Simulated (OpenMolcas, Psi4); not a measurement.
How methods differ on Si2NH7 (SMILES [SiH3]N[SiH3])

The species is Si2NH7 (10 atoms), meant as a singlet with charge 0. As SMILES, `[SiH3]N[SiH3]`. The shape is that of a PBE0-D4/def2-TZVP optimisation.

Quantity: the dipole moment, in D. The values are calculated.

```
                               level                    kind     program  value (D)  CPU time
     HF/6-31G* (spherical functions)            Hartree–Fock  OpenMolcas       0.96     3.5 s
  SVWN5/6-31G* (spherical functions)                     LDA  OpenMolcas       0.93      15 s
   BLYP/6-31G* (spherical functions)                     GGA  OpenMolcas       0.93      19 s
 revPBE/6-31G* (spherical functions)                     GGA  OpenMolcas       0.94      19 s
  M06-L/6-31G* (spherical functions)                meta-GGA  OpenMolcas       1.01      25 s
  BHLYP/6-31G* (spherical functions)           global hybrid  OpenMolcas       0.92      19 s
 M06-2X/6-31G* (spherical functions)         hybrid meta-GGA  OpenMolcas       0.91      24 s
wB97M-V/6-31G* (spherical functions)  range-separated hybrid        Psi4       0.93   3.3 min
```

The values span 0.91 to 1.01 D. Magnitudes only: a small dipole may point the other way at some levels. Times are those of the runs behind each value, whatever else they computed, on shared processors of several kinds: orders of magnitude only.

The dipole moment of disilazane depends little on the treatment of exchange and correlation: every value but one lies between 0.91 and 0.96 D, and only M06-L stands apart, at 1.01 D. Exact exchange brings no steady shift, since BHLYP falls marginally below BLYP while Hartree–Fock lies above both. M06-L and M06-2X mark the two ends of the range, which probably reflects their separate parametrisations as much as their different exchange content.

The modest moment is what the bonding suggests. Nitrogen draws charge from both silicon atoms and from its own hydrogen, but the resultant of the two Si–N bond moments opposes the N–H moment, so much of the polarity cancels. Silylamines also tend towards a flat nitrogen, with the lone pair in a p-type orbital that donates into σ* orbitals on the silyl groups; such a lone pair adds far less to the dipole than the directed one of a pyramidal amine. The close agreement doesn't establish the absolute value, because a small basis without diffuse functions can shift all the results together.
